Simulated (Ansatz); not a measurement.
# Convergence of ε∞ with the k mesh in zinc-blende SiC (LDA, plane waves)

We have to choose a k mesh for calculations of the electronic dielectric constant ε∞ of zinc-blende SiC, with a numerical error of at most 1 %. The quantity matters for this power-device semiconductor because ε∞ sets the refractive index below the gap and enters the splitting between longitudinal and transverse optical phonons. We change only the mesh, at fixed cell, and measure the shortfall of ε∞ against 6.920, the value on the 20×20×20 mesh. That reference is an LDA value, obtained with PAW potentials made for PBE, and LDA generally puts ε∞ of semiconductors too high. The 1 % therefore concerns convergence with the mesh and not agreement with experiment.

## Computational details

One crystal, SiC (zinc-blende) (known phase (3C)), relaxed once; then the k mesh alone was changed at fixed cell. The structures stem from measured cells of the Crystallography Open Database, directly or through a relaxation at another level; cell and atoms were relaxed at zero pressure at each row's own level, inside the symmetry of the start, with no thermal or zero-point expansion. Program: Ansatz 0.2.0, plane waves, LDA, the program's earlier default PAW potentials, scalar-relativistic without spin-orbit coupling, no spin polarisation. Wave-function cutoff 420 eV (the default for the potentials of each cell); on the k meshes (Γ-centred) the least product of divisions and cell-vector length runs from 12 to 61 Å, relaxations included. Residual pressures at rest stay under 0.01 GPa. Occupations: fixed. Harmonic modes at natural masses come from linear response (density functional perturbation theory), with the acoustic sum rule imposed. ε∞ comes from the response to a homogeneous electric field. Times are rough, from shared x86 server processors. The tabled runs alone: cutoff 420 eV, k length 12 to 49 Å. Warnings of the programs on runs behind the rows: field response mesh resolution (k 4×4×4, k 6×6×6, k 8×8×8).

Notes on method and selection:

- In a crystal with a gap, sums over a regular mesh converge exponentially, more slowly the smaller the direct gap; from which side depends on how the field is represented on the mesh.
- The densest mesh need not be converged, which bends the last points down.
- Runs that did not converge, have known faults or may not be shown are not listed, and runs on Ansatz's PAW sets soft_1 and soft_2 are kept to separate tables.

Columns:

- k-mesh length (Å): k-mesh length, the least over the axes of divisions times cell-vector length.
- direct gap (eV): least direct Kohn-Sham gap on the mesh.
- shortfall of ε∞: shortfall of ε∞ against its value 6.920 on the densest mesh run (20×20×20).
- ε∞: electronic dielectric constant ε∞, a third of the trace.
- highest mode (cm⁻¹): highest zone-centre mode, no LO-TO term.
- cost (core-s): processor time, shared machines, rough.

Input lines of one member:

```
kpoints:
  mp_grid: { grid: [16, 16, 16] }
hamiltonian:
  xc: lda
  pseudopotentials: { kind: paw, azcp: { folder: soft_1 }, xc_functional: pbe }
scf:
  occupations: { method: fixed }
output:
  eigenvalues: true
phonons:
  method: dfpt
  dielectric: true
  rigid_motions: translations
  field_mesh: kpoints
```

Command (options for logging and memory left out): `ansatz run input.yaml --threads 4 --backend cpu`

## Results

| member | k-mesh length (Å) | direct gap (eV) | shortfall of ε∞ | ε∞ | highest mode (cm⁻¹) | cost (core-s) |
| --- | --- | --- | --- | --- | --- | --- |
| k 4×4×4 | 12.2 | 4.50 | 0.7900 | 6.131 | 800.4 | 2 |
| k 6×6×6 | 18.4 | 4.53 | 0.2398 | 6.681 | 798.2 | 3.5 |
| k 8×8×8 | 24.5 | 4.54 | 0.06940 | 6.851 | 797.9 | 6.5 |
| k 10×10×10 | 30.6 | 4.54 | 0.01980 | 6.901 | 797.8 | 11 |
| k 12×12×12 | 36.7 | ? | ? | ? | ? | 17 |
| k 14×14×14 | 42.9 | 4.54 | 0.00160 | 6.919 | 797.8 | 26 |
| k 16×16×16 | 49.0 | 4.54 | 4.00×10⁻⁴ | 6.920 | 797.8 | 39 |

Cells marked ? are withheld until the estimate has been made.

## Reading the trend

In every row shown, ε∞ approaches the reference from below. The shortfall is 0.7900 on the 4×4×4 mesh, or 0.7900 / 6.920 = 11.4 %. On 8×8×8 it is 0.06940 / 6.920 = 1.003 %, which sits on the limit itself, and the program still warns there that the mesh is too coarse for the field response. The 10×10×10 mesh, with 0.01980 / 6.920 = 0.29 %, is the one to use. Going on to 16×16×16 costs roughly 39 / 11 = 3.5 times as much processor time and changes ε∞ by less than 0.3 %.

The fall is close to exponential. Each step of two divisions multiplies the shortfall by nearly the same factor: 0.2398 / 0.7900 = 0.304, then 0.06940 / 0.2398 = 0.289, then 0.01980 / 0.06940 = 0.285. Between 6×6×6 and 10×10×10 the decay rate is ln(0.2398 / 0.01980) / (30.6 − 18.4) = 0.204 per Å, so the error drops by a factor e for every 1 / 0.204 = 4.9 Å of added mesh length.

This is the behaviour expected of a crystal with a gap. A mesh of N divisions is equivalent to a periodic block of N cells along each axis, and the electronic response to a field is cut off at the size of that block. With a direct gap of 4.5 eV the response is short-ranged, and what is cut off shrinks exponentially. The sign of the error depends on how the field is represented on the mesh.

A change of the gap does not explain the shortfall. The gap is smallest on the coarsest mesh, by 0.04 eV, which would raise ε∞ there instead of lowering it. The highest mode, which contains no macroscopic field, settles much sooner: on 6×6×6 it is within 0.4 cm⁻¹ of its final 797.8 cm⁻¹, while ε∞ is still 3.5 % short.

## An estimate before looking

Plain estimates from the members shown:

- k 12×12×12, straight-line interpolation between k 10×10×10 and k 14×14×14: w = (36.7 − 30.6) / (42.9 − 30.6) = 0.496, so 0.01980 + 0.496 × (0.00160 − 0.01980) = 0.01077

The straight-line estimate of 0.01077 is too high for 12×12×12, because an exponential decay lies well below the chord between two of its points. We interpolate the logarithm of the shortfall instead. Since 12 lies midway between 10 and 14 divisions, this is the geometric mean of the two neighbours: √(0.01980 × 0.00160) = 0.00563.

The same route can be tried on 8×8×8 from its neighbours at 6 and 10 divisions. It gives √(0.2398 × 0.01980) = 0.0689 against the tabulated 0.06940, a miss of 0.7 %. At 12 divisions that would amount to 0.00004.

The remaining error of the reference mesh matters little. The shortfall on 16×16×16 is already down to 0.0004, and if the exponential fall continues, what is left at 20×20×20 is much smaller still. We apply no shift for it.

The larger uncertainty is numerical resolution. The shortfalls are all multiples of 0.0001, so 0.00160 may be off by 0.00005, or 3 %. Half of that relative error passes into the geometric mean, about 0.00009. Together with the miss of the trial this gives √(0.00009² + 0.00004²) = 0.0001.

**Committed estimate, k 12×12×12: shortfall of ε∞ = 0.0056 ± 0.0001.**

## Check

| member | k-mesh length (Å) | direct gap (eV) | shortfall of ε∞ | ε∞ | highest mode (cm⁻¹) | cost (core-s) |
| --- | --- | --- | --- | --- | --- | --- |
| k 12×12×12 | 36.7 | 4.54 | 0.00570 | 6.915 | 797.8 | 17 |

| member | estimate | shortfall of ε∞ | computed | estimate − computed | miss in error bars |
| --- | --- | --- | --- | --- | --- |
| k 12×12×12 | committed | 0.00560 | 0.00570 | −1.00×10⁻⁴ | 1.0 |
| k 12×12×12 | interpolation | 0.01077 | 0.00570 | +0.00507 |  |

The computed shortfall on 12×12×12 is 0.00570. Our 0.0056 ± 0.0001 misses it by 0.0001, one full error bar, so the result lies on the edge of the range we gave. The straight line between the neighbours is too high by 0.00507, nearly as much as the shortfall itself.

The argument that held is the constant factor per step. From 10 to 12 divisions the shortfall falls by 0.00570 / 0.01980 = 0.288, and from 12 to 14 by 0.00160 / 0.00570 = 0.281. What remains of our miss is of the size of the rounding and needs no physical cause.

Our picture of a response cut off at the size of the periodic block was too general. The Born effective charges, computed on the same meshes, also involve the field, yet they hardly change with the mesh. They are a derivative of the energy taken once with respect to the field and once with respect to an atomic displacement, whereas ε∞ comes from the derivative taken twice with respect to the field. This suggests that the slow convergence belongs to the second kind of derivative, but the series does not prove why.

## Members off the line

No mesh stands out from the exponential fall. The first step, from 4 to 6 divisions, has a slightly weaker reduction (a factor of 0.304) than the next ones, as may be expected before the exponential regime is fully reached. The last has a stronger one, 0.00040 / 0.00160 = 0.25, but there a rounding of 0.00005 in each shortfall is enough to account for the difference.

## Computational cost

The whole series is cheap, from about 2 core-seconds on 4×4×4 to 39 on 16×16×16. Saving a few core-seconds is no reason to stay on 8×8×8, at the edge of the 1 % limit. If 0.1 % is wanted, 12×12×12 gives it for about 17 core-seconds, with 0.00570 / 6.920 = 0.08 % left. The 16×16×16 mesh takes roughly twice that time and gains only 0.00570 − 0.00040 = 0.0053 in ε∞, which matters for convergence tests but hardly for a material property.

## Summary

For this crystal, between 12 and 49 Å of mesh length, ε∞ rises towards its converged value with an error that falls nearly exponentially. At the decay rate of 0.204 per Å, a tenfold smaller error takes 2.303 / 0.204 = 11.3 Å more mesh length. The geometric mean of the two neighbouring meshes reproduces the shortfall within 3 % of its value from 6 to 12 divisions, and within 6 % at 14, where rounding counts.

These lengths should not be carried over unchanged to a crystal with a smaller direct gap, where convergence is slower.

The error of LDA, typically several percent too high for ε∞ of semiconductors, is smaller than the 11 % error of the coarsest mesh but far larger than what remains on 10×10×10. Because the two errors have opposite signs, a coarse mesh can seem to agree better with experiment through cancellation.

[Logs are printed without paths, hosts, clocks, repeated set-up lines and the standing remarks that a program may print on its own settings, such as how far it seeks lower states.]
